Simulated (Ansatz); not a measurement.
Ligand exchange: C2H5ClSi + C2H5NO → C2H7NSi + C2H3ClO

Species: C2H5ClSi `C=C[SiH2]Cl`, singlet; C2H5NO (acetamide) `CC(N)=O`, singlet; C2H7NSi `C=C[SiH2]N`, singlet; C2H3ClO `CC(=O)Cl`, singlet. The partners trade Cl for NH2: Si–Cl and C–NH2 bonds give way to Si–NH2 and C–Cl.

Shapes, held fixed at every level: PBE0-D4/def2-TZVP. Flexible molecules stand in one conformer, not always the lowest. Programs: Ansatz 0.2.0. The zero-point and thermal change to 298 K, harmonic and unscaled (PBE0-D4/def2-TZVP), is -5.4 kJ/mol.

```
               level                    kind  ΔH(298 K) (kJ/mol)  less CCSD(T)/CBS estimate
       HF/def2-TZVPP            Hartree–Fock              +103.9                      +19.6
  wB97M-V/def2-TZVPP  range-separated hybrid               +87.6                       +3.3
      MP2/def2-TZVPP     perturbation theory               +83.5                       -0.8
       CCSD/def2-SVP   coupled cluster or CI               +95.5                      +11.2
  CCSD(T)/def2-TZVPP   coupled cluster or CI               +82.5                       -1.8
     CCSD/def2-TZVPP   coupled cluster or CI               +86.7                       +2.4
CCSD(T)/CBS estimate   coupled cluster or CI               +84.3                        0.0
```

The highest level, CCSD(T)/CBS estimate, gives ΔH(298 K) = +84.3 kJ/mol; the levels span +82.5 to +103.9. The column of differences is taken from that level and isn't an error. No measured value is set beside it here. The CBS estimate extrapolates MP2 from def2-TZVPP and def2-QZVPP and adds CCSD(T) − MP2 in the triple-zeta set, cores frozen.

The exchange is clearly endothermic at every level, so chlorine favours silicon and the amino group favours the acyl carbon. The main reason is probably the loss of amide resonance: nitrogen donates its lone pair into the carbonyl π* orbital far more effectively than chlorine does in acetyl chloride. The strongly polar Si–Cl bond is also given up for a weaker C–Cl bond, and the new Si–N bond doesn't make up for both losses. Read backwards, the result matches the familiar acylation of aminosilanes by acid chlorides, which yields an amide and a chlorosilane.

Electron correlation lowers the cost markedly from the Hartree–Fock value of +103.9 kJ/mol, but doesn't change its sign. For CCSD, going from def2-SVP to def2-TZVPP matters more than adding perturbative triples in the larger basis, so the +95.5 kJ/mol result mainly reflects an inadequate basis rather than missing triples. The reaction enthalpy alone can't separate amide resonance from the silicon–halogen preference.
